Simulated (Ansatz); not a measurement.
# A series in volume scale on Li3YSb2

Free energy against uniform scaling of the volume at fixed shape and fractions; periodic cell, basis, potentials, k mesh and filling as listed. The results are calculated, by Ansatz 0.2.0.

The cell before it is scaled or strained (space group P-3m1, No. 164):
```
cell vectors (Å)
   4.5465     0.0000     0.0000
  -2.2733     3.9374     0.0000
   0.0000     0.0000     7.2113
atoms (fractions of the cell vectors)
Li  0.33333  0.66667  0.65101
Li  0.66667  0.33333  0.34899
Li  0.00000  0.00000  0.50000
Y   0.00000  0.00000  0.00000
Sb  0.33333  0.66667  0.24925
Sb  0.66667  0.33333  0.75075
```

Settings of every row: functional LDA; dispersion none; potentials PAW; wave cutoff 450 eV; density cutoff 1800 eV; k mesh 6x6x4; k shift 0x0x0; occupations cold; smearing width 0.1 eV; spin none.

Limits: coarse k mesh, up to 40 meV an atom off; minimum outside the range; the cell comes from a prototype or a list of computed structures and needn't be the stable phase.

| row | volume scale | V (Å³/atom) | energy above lowest point (meV/atom) |
| --- | --- | --- | --- |
| 1 | 0.9406 | 20.237 | 0 |
| 2 | 0.9703 | 20.876 | 7.3 |
| 3 | 1 | 21.515 | ? |
| 4 | 1.0297 | 22.154 | 36.5 |
| 5 | 1.0594 | 22.793 | 57 |

Question: what energy above lowest point should row 3 give?

Worked fit of energy above lowest point. Take u = (V_r/V)^(2/3) − 1 with V_r = 21.515 Å³ an atom, which is twice the finite (Eulerian) strain; such expansions in the strain, on which the Birch-Murnaghan equation of state is built, carry the rest volume and the bulk modulus. The shown rows have u = 0.04167, 0.0203, -0.01932, -0.03774. Least squares give energy above lowest point = 19.72 − 743.3 × u + 6480 × u² meV/atom; a straight line predicts inner rows, each left out in turn, worse (root mean square 5.9 against 0.0036 meV/atom). All shown rows lie on it to the printed digit. The withheld row has u = 0, so the fit gives 19.72 − 743.3 × (0) + 6480 × (0)² = 19.7 meV/atom.

The calculation gave 19.7 meV/atom. The fit meets it to the printed digit.
